**Levels of theory for second ionisation energies of 4p and 5p ions**

The table holds error statistics, against measured values, of the ionisation energies of eight singly charged p-block ions at HF, LDA, PBE, r2SCAN, PBE0, MP2 and SCS-MP2 (PySCF, unrestricted determinants, spin-free X2C, x2c-QZVPPall with added diffuse functions). The program splits the errors into positive and negative sums and tests the model "error = bias of the level less the omitted spin-orbit shift", with signs from the Landé rule and first-order shifts from the runs for Ge+, As+ and Se+. The sign of the largest error agrees with the rule at all nine levels, which is weak evidence where nearly all errors are negative, and the shifts narrow the spread over the three ions at every level without removing it. The four functionals differ by only 0.07 eV in mean absolute error and are not ranked by these data, and a line in the share of exact exchange misses HF by about 0.9 eV. MP2 gains 0.15 eV from the subvalence shells, and its same-spin part drifts along the row, which SCS-MP2 flattens at the price of a bias near −0.18 eV.

Errors (computed less measured) in second ionisation energies of Ge+ (measured 15.93 eV), As+ (18.59), Se+ (21.20), Br+ (21.59), Kr+ (24.36), Sn+ (14.63), Sb+ (16.63) and I+ (19.13). PySCF 2.14.0, unrestricted, spin-free X2C, Gaussian nucleus, x2c-QZVPPall plus one diffuse shell per l. For the 4p ions, valence MP2 freezes 1s to 3d and subvalence MP2 freezes 1s to 2p.

## The fit in Python

```python
# Table: error statistics (eV, level less measured) over 8 ionisation energies of p-block +1 ions; PySCF,
# unrestricted, spin-free X2C, x2c-QZVPPall+diffuse; HF, LDA, PBE, r2SCAN, PBE0, MP2, SCS-MP2.
# Tested: bias/scatter split; error = level bias - omitted spin-orbit shift (Lande); exact-exchange rival.
T = {
    'level': ['LDA', 'PBE', 'r2SCAN', 'PBE0', 'MP2 valence', 'SCS-MP2 valence', 'MP2 subvalence', 'SCS-MP2 subvalence', 'HF'],
    'rung': ['LDA', 'GGA', 'meta-GGA', 'global hybrid', 'wave function', 'wave function', 'wave function', 'wave function', 'Hartree-Fock'],
    'exx_short': [0, 0, 0, 25, None, None, None, None, 100],  # %
    'exx_long': [0, 0, 0, 25, None, None, None, None, 100],  # %
    'mse': [0.05, -0.17, -0.01, -0.13, -0.35, -0.36, -0.2, -0.26, -0.89],  # eV
    'mae': [0.13, 0.2, 0.18, 0.18, 0.4, 0.37, 0.29, 0.3, 0.89],  # eV
    'worst': [0.27, -0.4, 0.38, -0.38, -0.72, -0.66, -0.58, -0.56, -1.45],  # eV
    'where': ['Se+', 'Sn+', 'Se+', 'I+', 'I+', 'Sn+', 'I+', 'Sn+', 'I+'],
    'high': [5, 1, 5, 1, 1, 1, 1, 1, 0],
}
import numpy as np
from scipy import constants as C
N = 8
L = list(T['level']); ix = {l: i for i, l in enumerate(L)}
mse, mae, worst = (np.array(T[k], float) for k in ('mse', 'mae', 'worst'))
high = [int(h) for h in T['high']]
# reference values from the caption (eV) and p-electron counts of the +1 ions
ref = {'Ge+': 15.93, 'As+': 18.59, 'Se+': 21.20, 'Br+': 21.59, 'Kr+': 24.36, 'Sn+': 14.63, 'Sb+': 16.63, 'I+': 19.13}
npe = {'Ge+': 1, 'As+': 2, 'Se+': 3, 'Br+': 4, 'Kr+': 5, 'Sn+': 1, 'Sb+': 2, 'I+': 4}
# further outputs of the same runs (eV), order Ge+, As+, Se+: ionisation energies, first-order SO shifts
IE = {'HF': [15.25692, 17.97915, 20.83754], 'LDA': [15.90685, 18.66147, 21.46763],
      'PBE': [15.77692, 18.50196, 21.29988], 'PBE0': [15.80765, 18.55647, 21.39353],
      'r2SCAN': [15.98371, 18.72444, 21.57942], 'MP2 valence': [15.52092, 18.38628, 21.38056],
      'SCS-MP2 valence': [15.51101, 18.31101, 21.22695], 'MP2 subvalence': [15.67369, 18.54105, 21.53022],
      'SCS-MP2 subvalence': [15.61385, 18.4185, 21.33243]}
IE = {k: np.array(v) for k, v in IE.items()}
so = np.array([0.13449, -0.033801, -0.29714]); r3 = np.array([ref[k] for k in ('Ge+', 'As+', 'Se+')])
def low(n):  # lowest level of the Hund term of p^n, in units of zeta
    if n % 3 == 0: return 0.0
    S = min(n, 6 - n) / 2; J = abs(1 - S) if n < 3 else 1 + S
    return (1 if n < 3 else -1) / (2 * S) / 2 * (J * (J + 1) - 2 - S * (S + 1))
sh = {k: low(n - 1) - low(n) for k, n in npe.items()}
f = lambda a: ' '.join('%+.2f' % x for x in a)
mr = np.mean(list(ref.values()))
print('floors eV: entry 0.005, step 0.01, P,Q 0.04, mean5 0.011; 1 kcal/mol = %.3f; mean ref %.1f' % (4184 / C.N_A / C.e, mr))
P, Q = N * (mae + mse) / 2, N * (mae - mse) / 2
err = {l: IE[l] - r3 for l in L}
print('A level | |MSE|/MAE | MAE % of ref | P, Q sums eV | mean high, mean low | Se+ error')
for i, l in enumerate(L):
    print('%-19s %.2f %.1f%% | %.2f %.2f | %s %+.2f | %+.2f' % (l, abs(mse[i]) / mae[i], 100 * mae[i] / mr, P[i], Q[i],
          '%+.2f' % (P[i] / high[i]) if high[i] else ' none', -Q[i] / (N - high[i]), err[l][2]))
print('Lande IE shift / zeta (equal zeta): ' + ', '.join('%s %+.1f' % kv for kv in sh.items()))
print('B eV, Ge+ As+ Se+: error | with SO ' + f(so) + ' | spread before, after | slope (ideal 1)')
d = so - so.mean()
for l in L:
    e = err[l]; c = e + so
    print('%-19s %s | %s | %.2f %.2f | %.2f' % (l, f(e), f(c), np.ptp(e), np.ptp(c), -(e @ d) / (d @ d)))
print('C eV: worst, case | mean3, MAE3 | with SO mean3, MAE3 | other five mean, MAE (no SO)')
for i, l in enumerate(L):
    e = err[l]; c = e + so
    print('%-19s %+.2f %-3s | %+.2f %.2f | %+.2f %.2f | %+.2f %.2f' % (l, worst[i], T['where'][i], e.mean(), abs(e).mean(),
          c.mean(), abs(c).mean(), (N * mse[i] - e.sum()) / 5, (N * mae[i] - abs(e).sum()) / 5))
zsn = 0.35  # rough recalled zeta of Sn+ (2/3 of the 5p doublet splitting), eV
print('Sn+ worst + rough 0.35 eV: ' + ', '.join('%s %+.2f' % (L[i], worst[i] + zsn) for i in range(len(L)) if T['where'][i] == 'Sn+'))
m = lambda l: mse[ix[l]]; a = lambda l: mae[ix[l]]; x = lambda l: float(T['exx_short'][ix[l]])
sl = (m('PBE0') - m('PBE')) / (x('PBE0') - x('PBE'))
print('PBE->PBE0: dMSE %+.2f, three ions %s; line to 100%%: %+.2f vs HF %+.2f eV' % (m('PBE0') - m('PBE'), f(IE['PBE0'] - IE['PBE']), m('PBE') + sl * x('HF'), m('HF')))
df = [a(l) for l in ('LDA', 'PBE', 'r2SCAN', 'PBE0')]
print('functional MAE span %.2f eV; HF MAE / functional MAE %.1f to %.1f' % (np.ptp(df), a('HF') / max(df), a('HF') / min(df)))
print('dMSE, dMAE eV: ' + '; '.join('%s->%s %+.2f %+.2f' % (p, q, m(q) - m(p), a(q) - a(p)) for p, q in
      [('HF', 'MP2 valence'), ('MP2 valence', 'MP2 subvalence'), ('SCS-MP2 valence', 'SCS-MP2 subvalence')]))
print('val->subval, three ions: MP2 %s; SCS %s eV' % (f(IE['MP2 subvalence'] - IE['MP2 valence']), f(IE['SCS-MP2 subvalence'] - IE['SCS-MP2 valence'])))
need = r3 - so - IE['HF']
print('correlation needed (ref - SO - HF): %s eV' % f(need))
for s in ('valence', 'subvalence'):  # standard SCS factors 6/5 and 1/3 assumed
    d1, d2 = IE['MP2 ' + s] - IE['HF'], IE['SCS-MP2 ' + s] - IE['HF']; o = (d2 - d1 / 3) / (1.2 - 1 / 3)
    print('%s: opp-spin %s; same-spin %s; %% of need MP2 %s SCS %s' % (s, f(o), f(d1 - o),
          ' '.join('%.0f' % v for v in 100 * d1 / need), ' '.join('%.0f' % v for v in 100 * d2 / need)))
nv, ns = 31 - 28, 31 - 10  # Ge+ electrons less frozen ones
print('Ge+ correlated electrons %d -> %d (x%.0f); pairs %d -> %d (x%.0f)' % (nv, ns, ns / nv, nv * (nv - 1) // 2, ns * (ns - 1) // 2, ns * (ns - 1) / (nv * (nv - 1))))
assert all(abs(err[l][2] - worst[ix[l]]) < 0.011 for l in ('LDA', 'r2SCAN'))
assert all(worst[i] * sh[T['where'][i]] < 0 for i in range(len(L)))
assert all(abs(P[i] - err[l][2]) < 0.046 for i, l in enumerate(L) if high[i] == 1)
assert all(np.ptp(err[l] + so) < np.ptp(err[l]) for l in L)
```

It prints:

```
floors eV: entry 0.005, step 0.01, P,Q 0.04, mean5 0.011; 1 kcal/mol = 0.043; mean ref 19.0
A level | |MSE|/MAE | MAE % of ref | P, Q sums eV | mean high, mean low | Se+ error
LDA                 0.38 0.7% | 0.72 0.32 | +0.14 -0.11 | +0.27
PBE                 0.85 1.1% | 0.12 1.48 | +0.12 -0.21 | +0.10
r2SCAN              0.06 0.9% | 0.68 0.76 | +0.14 -0.25 | +0.38
PBE0                0.72 0.9% | 0.20 1.24 | +0.20 -0.18 | +0.19
MP2 valence         0.87 2.1% | 0.20 3.00 | +0.20 -0.43 | +0.18
SCS-MP2 valence     0.97 1.9% | 0.04 2.92 | +0.04 -0.42 | +0.03
MP2 subvalence      0.69 1.5% | 0.36 1.96 | +0.36 -0.28 | +0.33
SCS-MP2 subvalence  0.87 1.6% | 0.16 2.24 | +0.16 -0.32 | +0.13
HF                  1.00 4.7% | 0.00 7.12 |  none -0.89 | -0.36
Lande IE shift / zeta (equal zeta): Ge+ +1.0, As+ +0.0, Se+ -1.0, Br+ +0.5, Kr+ +0.0, Sn+ +1.0, Sb+ +0.0, I+ +0.5
B eV, Ge+ As+ Se+: error | with SO +0.13 -0.03 -0.30 | spread before, after | slope (ideal 1)
LDA                 -0.02 +0.07 +0.27 | +0.11 +0.04 -0.03 | 0.29 0.14 | 0.68
PBE                 -0.15 -0.09 +0.10 | -0.02 -0.12 -0.20 | 0.25 0.18 | 0.60
r2SCAN              +0.05 +0.13 +0.38 | +0.19 +0.10 +0.08 | 0.33 0.11 | 0.77
PBE0                -0.12 -0.03 +0.19 | +0.01 -0.07 -0.10 | 0.32 0.12 | 0.74
MP2 valence         -0.41 -0.20 +0.18 | -0.27 -0.24 -0.12 | 0.59 0.16 | 1.37
SCS-MP2 valence     -0.42 -0.28 +0.03 | -0.28 -0.31 -0.27 | 0.45 0.04 | 1.04
MP2 subvalence      -0.26 -0.05 +0.33 | -0.12 -0.08 +0.03 | 0.59 0.15 | 1.37
SCS-MP2 subvalence  -0.32 -0.17 +0.13 | -0.18 -0.21 -0.16 | 0.45 0.04 | 1.05
HF                  -0.67 -0.61 -0.36 | -0.54 -0.64 -0.66 | 0.31 0.12 | 0.74
C eV: worst, case | mean3, MAE3 | with SO mean3, MAE3 | other five mean, MAE (no SO)
LDA                 +0.27 Se+ | +0.11 0.12 | +0.04 0.06 | +0.02 0.14
PBE                 -0.40 Sn+ | -0.05 0.11 | -0.11 0.11 | -0.24 0.25
r2SCAN              +0.38 Se+ | +0.19 0.19 | +0.12 0.12 | -0.13 0.17
PBE0                -0.38 I+  | +0.01 0.12 | -0.05 0.06 | -0.22 0.22
MP2 valence         -0.72 I+  | -0.14 0.26 | -0.21 0.21 | -0.47 0.48
SCS-MP2 valence     -0.66 Sn+ | -0.22 0.24 | -0.29 0.29 | -0.44 0.45
MP2 subvalence      -0.58 I+  | +0.01 0.21 | -0.06 0.08 | -0.32 0.34
SCS-MP2 subvalence  -0.56 Sn+ | -0.12 0.21 | -0.18 0.18 | -0.34 0.36
HF                  -1.45 I+  | -0.55 0.55 | -0.61 0.61 | -1.09 1.09
Sn+ worst + rough 0.35 eV: PBE -0.05, SCS-MP2 valence -0.31, SCS-MP2 subvalence -0.21
PBE->PBE0: dMSE +0.04, three ions +0.03 +0.05 +0.09; line to 100%: -0.01 vs HF -0.89 eV
functional MAE span 0.07 eV; HF MAE / functional MAE 4.5 to 6.8
dMSE, dMAE eV: HF->MP2 valence +0.54 -0.49; MP2 valence->MP2 subvalence +0.15 -0.11; SCS-MP2 valence->SCS-MP2 subvalence +0.10 -0.07
val->subval, three ions: MP2 +0.15 +0.15 +0.15; SCS +0.10 +0.11 +0.11 eV
correlation needed (ref - SO - HF): +0.54 +0.64 +0.66 eV
valence: opp-spin +0.19 +0.23 +0.24; same-spin +0.07 +0.18 +0.30; % of need MP2 49 63 82 SCS 47 51 59
subvalence: opp-spin +0.25 +0.29 +0.30; same-spin +0.17 +0.27 +0.39; % of need MP2 77 87 105 SCS 66 68 75
Ge+ correlated electrons 3 -> 21 (x7); pairs 3 -> 210 (x70)
```
